# Nuclear Bragg intensity in white-beam and time-of-flight diffraction: a Laue spot of corundum misread

Section 3 is a wrong calculation. Sections 4 to 7 diagnose and mend it.

## 1. Formulas

Conventions: $\mathbf Q=\mathbf k-\mathbf k'$, $k=k'=2\pi/\lambda$, scattering angle $2\theta$, $\tau=2\pi/d$. The crystal has $N$ cells of volume $v_0$, and $V=Nv_0$. Scattering is kinematic (single).

**Cross-section.** The squared lattice sum peaks at every $\boldsymbol\tau$. Its integral over one reciprocal cell, of volume $(2\pi)^3/v_0$, is $N(2\pi)^3/v_0$. Hence
$$\frac{d\sigma}{d\Omega}=N\frac{(2\pi)^3}{v_0}\sum_{\boldsymbol\tau}|F_N|^2\,\delta(\mathbf Q-\boldsymbol\tau),\qquad F_N=\sum_j b_j\,e^{i\boldsymbol\tau\cdot\mathbf r_j}\,e^{-B_j/4d^2}.\tag{1}$$

**Single crystal, white beam.** Let $\varphi(\lambda)$ be the flux per unit wavelength, with the detector efficiency folded in. Then $I=\int d\lambda\,\varphi\int d\Omega\,d\sigma/d\Omega$. At fixed incident direction the Jacobian is $d^3Q=k^2(1-\cos2\theta)\,dk\,d\Omega=2k^2\sin^2\theta\,dk\,d\Omega$, and $|d\lambda|=2\pi\,dk/k^2$. Each $\boldsymbol\tau$ gives
$$I_{\boldsymbol\tau}=\varphi(\lambda)\,\frac{V|F_N|^2\lambda^4}{2v_0^2\sin^2\theta},\qquad \lambda=2d\sin\theta.\tag{2}$$

**Powder, fixed angle.** Orientation averaging replaces the delta function by $m\,\delta(Q-\tau)/4\pi\tau^2$, with $m$ the multiplicity. With $Q=4\pi\sin\theta/\lambda$, $|d\lambda/dQ|=\lambda^2/4\pi\sin\theta$. Into a solid angle $\Delta\Omega$,
$$I=\varphi(\lambda)\,\Delta\Omega\,\frac{Vm|F_N|^2}{2\pi v_0^2}\,d^4\sin\theta.\tag{3}$$

**Time of flight.** $t=m_nL\lambda/h$ with $m_n/h=252.8\ \mu\mathrm{s\,m^{-1}\,\mathring A^{-1}}$ and $L$ the total path, so
$$t=505.6\ \mu\mathrm s\times L(\mathrm m)\,d(\mathrm{\mathring A})\sin\theta.\tag{4}$$

## 2. Setting and inputs

- Corundum, $R\bar3c$, hexagonal axes. $a=4.7589$ Å, $c=12.991$ Å (compiled values, Lallet 2009), so $v_0=\tfrac{\sqrt3}{2}a^2c=254.79$ Å$^3$. The cell is triple, and $F_N$ is summed over the same cell.
- Typical inputs: 12 Al at $(0,0,z)$ and equivalents, $z\approx0.35216$; 18 O with heights $1/4$ and $3/4$ plus centring; $b_{\rm Al}\approx3.449$ fm, $b_{\rm O}\approx5.803$ fm.
- One common $B$ from the Debye model, $B=\frac{6h^2}{Mk_B\Theta}\left[\frac14+y^{-2}\int_0^y\frac{u\,du}{e^u-1}\right]$, $y=\Theta/T$. With $\Theta=1047$ K (compiled value, Wikipedia), $T=300$ K and mean mass $M=20.39$ u: $y=3.49$, $B=0.20$ Å$^2$.
- Assumed sample: a mosaic sphere, $V=0.1$ mm$^3$, oriented so that $00l$ reflects into a bank at $2\theta=90^\circ$; $L=20$ m, so $t/d=7150\ \mu$s/Å.
- Assumed spectrum: Maxwellian, $\varphi=2\Phi_0\lambda_T^4\lambda^{-5}e^{-\lambda_T^2/\lambda^2}$, total flux $\Phi_0=10^7$ cm$^{-2}$s$^{-1}$, $\lambda_T=h/\sqrt{2m_nk_BT}=1.7789$ Å at 300 K.

Along $c^*$ the centring requires $l=3p$. The Al sum carries $1+(-1)^l$ and the O sum carries $\cos(\pi l/2)$, so odd $l$ vanish. For $l=6n$,
$$F_n=\left[12b_{\rm Al}\cos(12\pi nz)+(-1)^n18b_{\rm O}\right]e^{-Bn^2/4d_1^2},\tag{5}$$
with $d_1=c/6=2.1652$ Å, $12b_{\rm Al}=41.39$ fm, $18b_{\rm O}=104.45$ fm.

The spot is integrated without time resolution. Its rate, generated from these inputs in section 6 and standing in for data, is $I_{\rm spot}=11.61$ s$^{-1}$. Wanted: $|F_{006}|$ and $z$.

## 3. Attempt (wrong)

1. Index the spot by the lowest allowed reflection, 006: $\lambda_1=2d_1\sin45^\circ=3.062$ Å.
2. $x=\lambda_T^2/\lambda_1^2=0.3375$, and $\varphi(\lambda_1)=5.31\times10^5$ cm$^{-2}$s$^{-1}$Å$^{-1}$.
3. Prefactor of (2): $K=\varphi(\lambda_1)V\lambda_1^4/(2v_0^2\sin^2\theta)=0.07189$ s$^{-1}$ per barn (1 b = 100 fm$^2$).
4. Set $I_{\rm spot}=K|F_{006}|^2$. Then $|F_{006}|^2=161.5$ b and $|F_{006}|=127.1$ fm. **Wrong.**
5. In (5) $F_1<0$ for every $z$. With $e^{-B/4d_1^2}=0.9894$, $\cos12\pi z=-0.58$, and the first root above $z=1/3$ is $z=0.391$. **Wrong.**

## 4. Symptom

A structure factor does not depend on the angle at which it is recorded. Repeating steps 1 to 4 on the model crystal, reoriented each time, gives:

| $2\theta$ | $\lambda_1$ (Å) | apparent $\lvert F_{006}\rvert$ (fm) |
|---|---|---|
| $60^\circ$ | 2.165 | 91.5 |
| $90^\circ$ | 3.062 | 127.1 |
| $150^\circ$ | 4.183 | 170.9 |

The last entry is impossible. By (5), $|F_{006}|\le(12b_{\rm Al}+18b_{\rm O})e^{-B/4d_1^2}=144.3$ fm for any $z$. With a pulsed beam the time histogram of the spot shows the cause directly: peaks at $t_1$, $t_1/2$, $t_1/3,\dots$

## 5. Faulty line

Step 4. Equation (2) holds for one $\boldsymbol\tau$; a spot is one direction. The vector $n\boldsymbol\tau$ has spacing $d_1/n$ and reflects $\lambda_1/n$ at the same $\theta$ and the same azimuth. The wavelength integral of (1) collects every such term that the spectrum feeds. The factor $\lambda^4$ suppresses the harmonic by $n^{-4}$, but the Maxwellian prefactor $\lambda^{-5}$ more than cancels that, and only the exponential cuts the series off.

## 6. Mended calculation

$$I_{\rm spot}=K\sum_{n\ge1}w_n|F_n|^2,\qquad w_n=\frac{\varphi(\lambda_1/n)}{n^4\varphi(\lambda_1)}=n\,e^{-(n^2-1)x}.\tag{6}$$

| $00l$ | $\lambda$ (Å) | $t$ (ms) | $F_n$ (fm) | $w_n$ | $I_n$ (s$^{-1}$) | share (%) |
|---|---|---|---|---|---|---|
| 006 | 3.062 | 15.48 | −72.3 | 1 | 3.756 | 32.3 |
| 0,0,12 | 1.531 | 7.74 | 106.1 | 0.727 | 5.877 | 50.6 |
| 0,0,18 | 1.021 | 5.16 | −114.8 | 0.202 | 1.911 | 16.5 |
| 0,0,24 | 0.7655 | 3.87 | 54.8 | 0.0253 | 0.055 | 0.5 |
| 0,0,30 | 0.6124 | 3.10 | −109.1 | 0.00152 | 0.013 | 0.1 |

The sum $\sum w_n|F_n|^2$ is 161.5 b, the number that step 4 assigned to 006 alone. The strongest member of the spot is 0,0,12. At larger $\theta$, $\lambda_1$ grows, $x$ falls and all $w_n$ with $n>1$ rise, which is the drift in section 4.

Time gating restores (2). The peak at 15.48 ms holds 3.756 s$^{-1}$, so $|F_{006}|^2=52.25$ b, $|F_{006}|=72.3$ fm, $\cos12\pi z=0.76$ and $z=0.352$. This returns the input and tests only the bookkeeping. Without time resolution the model must be fitted to (6), or the band must be limited so that a single harmonic remains. In a time-of-flight powder pattern the harmonics are separate peaks by (4), each with its own $\varphi(\lambda)$ and $d^4$ in (3).

## 7. Size of the error

For the model at $2\theta=90^\circ$:

- intensity assigned to 006: too large by a factor 3.09;
- $|F_{006}|$: too large by 76 %;
- Al position: displaced by 0.51 Å along $c$.

Neglected terms:

- **Absorption.** It scales as $\lambda$, so each term of (6) needs its own factor. With typical $\sigma_a\approx0.231$ b (Al) and $0.00019$ b (O) at 1.798 Å, $\mu_a=0.0109$ cm$^{-1}$ there, 0.0186 cm$^{-1}$ at $\lambda_1$ and 0.0093 cm$^{-1}$ at $\lambda_1/2$. The sphere has $R=0.288$ mm and mean path in plus out $\bar T=3R/2=0.43$ mm, so $\mu_a\bar T=8.0\times10^{-4}$ at $\lambda_1$. Negligible here.
- **Spectrum.** Terms with $n\ge4$ hold 0.6 %. An epithermal tail would raise them. A detector efficiency that grows with $\lambda$ would lower every $w_n$ with $n>1$.
- **Secondary extinction.** First-order loss $gQ_r\bar T$, with $Q_r=\lambda^3|F|^2/(v_0^2\sin2\theta)$ and $g=1/(2\sqrt\pi\eta)$ for a Gaussian mosaic of standard deviation $\eta$. For an assumed FWHM of $0.5^\circ$, $g=76$ rad$^{-1}$ and $Q_r=0.0231$ cm$^{-1}$ at 006. The loss is 0.076 for 006 and 0.020 for 0,0,12, which raises the overlap factor by a few per cent.
- **Primary extinction.** This one rivals the effect. Equation (2) needs coherent blocks much thinner than $v_0/(\lambda|F|)$, which is 11.5 μm for 006. Substrate-grade sapphire is typically close to perfect over longer distances, and (2) then overestimates its strong reflections. For a perfect non-absorbing plate of thickness $D$ in symmetric Bragg geometry, dynamical theory gives the wavelength-integrated reflectivity $\lambda^3|F|\tanh A/(2v_0\sin^2\theta)$ with $A=\lambda|F|D/(v_0\sin\theta)$. For small $A$, multiplied by $\varphi$ and the intercepted beam area, it reduces to (2). For $A\gg1$ the terms scale as $\varphi\lambda^3|F|$, that is $n^2e^{-(n^2-1)x}|F_n|$, and the ratio of the spot to its 006 part is 4.2.

The model's overlap factor at $90^\circ$ is therefore about 3.1 for an ideally imperfect crystal and 4.2 for a thick perfect $c$-plane wafer, both tied to the assumed 300 K Maxwellian.